# Stripping bismuth from a mercury film on iridium: the Roe-Toni peak

Our electrode is an iridium disc carrying a mercury film. Iridium barely dissolves in mercury, so I treat it as an inert wall. We plate Bi(III) into the film at the limiting current $i_d$ for a time $t_d$, then sweep positive at rate $v$ in a blank solution stirred the same way. Anodic current is positive, $n=3$, $q$ is the elementary charge, $e$ is Euler's number, concentrations are number densities, and $k_BT/q=RT/F$.

The given inputs are $T=298$ K, $l=100$ nm, $A=10^{12}$ nm², diffusion layer $\delta=10^4$ nm, a typical $D_O=6\times10^8$ nm²/s, plating concentration $c_b=6.0\times10^{-7}$ nm⁻³, $t_d=120$ s, and $v=5$ mV/s.

## By hand

The plating flux $D_Oc_b/\delta$ is 0.036 nm⁻² s⁻¹, so about 4 atoms land per nm². At roughly $5\times10^{-19}$ C each, the stored charge is $Q\approx2$ μC.

Take $k_BT\approx1/40$ eV $=25$ meV. The Nernst ratio grows $e$-fold every $k_BT/nq\approx8$ mV, at the rate $\sigma=nqv/k_BT\approx0.6$ s⁻¹. The film empties at the fractional rate $(D_O/\delta l)\,\theta$, with $\theta$ the ratio of surface Bi(III) to Bi in the film. The current should turn over when emptying catches up with the sweep, at $\theta\approx\sigma l\delta/D_O\approx10^{-3}$. The logarithm is about $-7$, so $E_p-E^{0\prime}\approx-56$ mV. A full film emptying at rate $\sigma$ gives $i_p\approx Q\sigma\approx1.2$ μA, and conserving charge then gives a width near 8 mV.

**Question:** *Why is the peak negative of the formal potential?*

Because the sink is large and the film is small. A surface Bi(III) level a thousandth of the film's already drains it.

## The careful calculation

Charge balance gives $C_M^*=i_dt_d/(nqAl)$. Here $i_d=nqAD_Oc_b/\delta=17.3$ nA, $Q=i_dt_d=2.076$ μC and $C_M^*=0.0432$ nm⁻³.

Three assumptions follow. The film is uniform. The interface is Nernstian, $C_O(0)=C_M\theta$ with $\theta=\exp[nq(E-E^{0\prime})/k_BT]$, where $E^{0\prime}$ belongs to the Bi(III)/Bi(Hg) couple in this medium. The layer is steady, with a linear profile falling to zero at $\delta$. Then

$$\frac{i}{nqA}=-l\frac{dC_M}{dt}=\frac{D_O}{\delta}C_M\theta .$$

Since $d\theta/dt=\sigma\theta$, define $K=\sigma l\delta/D_O$, $u=\theta/K$, $y=C_M/C_M^*$ and $s=\ln u$, so that $ds=\sigma\,dt$. The balance becomes $dy/du=-y$. Starting far negative, where $u\to0$,

$$y=e^{-u},\qquad i=Q\sigma\,u\,e^{-u}.$$

The slope is $d\ln i/ds=1-u$, so the maximum lies at $u=1$. With $C_M^*$ written as a molar concentration,

$$i_p=\frac{Q\sigma}{e}=\frac{n^2F^2vlAC_M^*}{e\,RT},\qquad E_p=E^{0\prime}+\frac{RT}{nF}\ln\frac{\delta l\,nFv}{D_ORT}.$$

Half height needs $ue^{1-u}=1/2$, with roots $u=0.2320$ and $2.678$. These lie 1.461 below and 0.985 above the peak in $s$, so the full width is $2.446\,RT/nF$, usually quoted as 2.45, with the long tail on the negative side.

Now $k_BT/nq=8.560$ mV, $\sigma=0.5841$ s⁻¹, $K=9.735\times10^{-4}$ and $\ln K=-6.935$. Hence $i_p=0.446$ μA, $E_p-E^{0\prime}=-59.4$ mV and the width is 20.9 mV.

**Question:** *The peak current has no $D_O$ in it. Really?*

At fixed $Q$, yes. Faster transport moves the peak negative without changing its shape. It still enters $Q$ through plating.

**Question:** *Is the layer steady?*

Nearly. For a surface concentration growing as $e^{pt}$, a stagnant layer passes the steady flux times $z\coth z\approx1+z^2/3$, with $z^2=p\delta^2/D_O$. Replace $p$ by $d/dt$, put $\epsilon=\sigma\delta^2/D_O=0.097$ and $a=\epsilon/3$. Then $-dy/ds=(1+a\,d/ds)(yu)$, solved by $y=(1+au)^{-(1+a)/a}$, and $-dy/ds$ peaks at $u=1/(1+a)$. To first order $i_p$ drops and the width grows by $\epsilon/6=1.6\%$, and $E_p$ moves by $-a\,k_BT/nq=-0.28$ mV. The coefficient $1/3$ belongs to the stagnant-layer model, so I quote 0.44 μA, $-60$ mV and 21 mV.

**Question:** *And the film?*

With a typical $D_M\approx10^9$ nm²/s, $\sigma l^2/D_M\approx6\times10^{-6}$, which is negligible. Against approximately 41 Hg atoms per nm³, Bi is 0.1 atom percent, below an approximate solubility of 1 atom percent.

**Question:** *What if you strip in the plating solution?*

Plating continues during the sweep. A 100 mV approach takes 20 s and adds about 17% to $Q$, and the baseline starts at $-i_d$, which is $e/(\sigma t_d)=3.9\%$ of $i_p$. Both exceed the layer correction.

## Why the two differ

Compare the estimate with the Roe-Toni values. The current was too high by $1.2/0.446=2.69$. Rounding made $Q$ low by a factor 0.963 and $\sigma$ high by 1.027, together 0.989. The rest is exactly $e$. I assumed a full film at the peak, but the emptying rate has been rising exponentially all along, and its time integral up to the peak is $\int_{-\infty}^0e^s\,ds=1$. So 63% of the bismuth has left, and $1/e$ remains.

The width was too small by 2.6, a factor 1.07 from rounding $k_BT$ and 2.446 from the shape. This is the same mistake seen through charge conservation, since a lower peak must be broader. The shape factor falls short of $e$ because height times width is $2.446/e=0.900$ of the area, where my rectangle assumed all of it.

The potential missed by only 3.36 mV, all from rounding: $-3.92$ mV from $k_BT/nq$ and $+0.56$ mV from the logarithm. The criterion was exact, because the current is the product $C_M\theta$, whose factors grow at fractional rate $\sigma$ and shrink at fractional rate $\sigma u$, however full the film is.